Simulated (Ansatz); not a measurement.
# A series in volume scale on NbSi

Results calculated with Ansatz 0.2.0, not measured. Periodic Kohn-Sham DFT of a crystal at fixed atoms, scaled to volume_scale times the given cell; pressure positive in compression, energy less spherical unpolarised free atoms, largest_vzz the field gradient of largest size among the nuclei.

The cell before it is scaled or strained (space group Fm-3m, No. 225):
```
CELL_PARAMETERS angstrom
0.00000 2.57370 2.57370
2.57370 0.00000 2.57370
2.57370 2.57370 0.00000
ATOMIC_POSITIONS crystal
Nb 0.00000 0.00000 0.00000
Si 0.50000 0.50000 0.50000
```

Settings of every row: method all-electron LAPW; functional PBE; relativity scalar; k mesh 14x14x14; filling fermi-dirac; smearing width 0.05 eV; basis error target 1 meV/atom; nucleus gaussian.

Atom start moment: 0 on all atoms.

Limits: the cell comes from a prototype or a list of computed structures and needn't be the stable phase.

```
row  volume scale  V (Å³/atom)  pressure (GPa)  energy less free atoms (eV/atom)
  1        0.9405       16.034          10.393                           -7.9895
  2          0.98       16.707               ?                                 ?
  3             1       17.047               0                           -8.0207
  4          1.02       17.389          -2.854                           -8.0176
  5          1.06       18.071          -7.771                           -7.9947
```

Question: what pressure and energy less free atoms should row 2 give?

Worked fit of pressure. Take u = (V_r/V)^(2/3) − 1 with V_r = 17.218 Å³ an atom, which is twice the finite (Eulerian) strain; such expansions in the strain, on which the Birch-Murnaghan equation of state is built, carry the rest volume and the bulk modulus. The shown rows have u = 0.04864, 0.00668, -0.00657, -0.03172. Least squares give pressure = −1.4641 + 216.525 × u + 559.81 × u² GPa; a straight line predicts inner rows, each left out in turn, worse (root mean square 0.57 against 0.017 GPa). The rows lie off it by 0.001, -0.007, 0.009, -0.002 (root mean square 0.0058 GPa). The pressure vanishes at u = 0.0066, or V = 17.05 Å³ an atom, and there the bulk modulus at fixed shape and fractions is B = −V dP/dV = (2/3)(1 + u) dP/du = 150 GPa. The withheld row has u = 0.02029, so the fit gives −1.4641 + 216.525 × (0.02029) + 559.81 × (0.02029)² = 3.160 GPa.

The calculation gave 3.155 GPa. The fit lies 0.005 GPa (0.028 % of the column's range) above it; its largest miss of a shown row is 0.009 GPa.

Worked fit of energy less free atoms. Take u = (V_r/V)^(2/3) − 1 with V_r = 17.218 Å³ an atom, which is twice the finite (Eulerian) strain; such expansions in the strain, on which the Birch-Murnaghan equation of state is built, carry the rest volume and the bulk modulus. The shown rows have u = 0.04864, 0.00668, -0.00657, -0.03172. Least squares give energy less free atoms = −8.01991 − 0.2344 × u + 17.673 × u² eV/atom; a straight line predicts inner rows, each left out in turn, worse (root mean square 0.018 against 2.1e-05 eV/atom). All shown rows lie on it to the printed digit. Its lowest point lies at u = 0.0066, or V = 17.05 Å³ an atom, and the curvature there gives the bulk modulus at fixed shape and fractions, B = (4/9)(1 + u)² E″(u)/V = 150 GPa. The withheld row has u = 0.02029, so the fit gives −8.01991 − 0.2344 × (0.02029) + 17.673 × (0.02029)² = -8.0174 eV/atom.

The calculation gave -8.0174 eV/atom. The fit meets it to the printed digit.
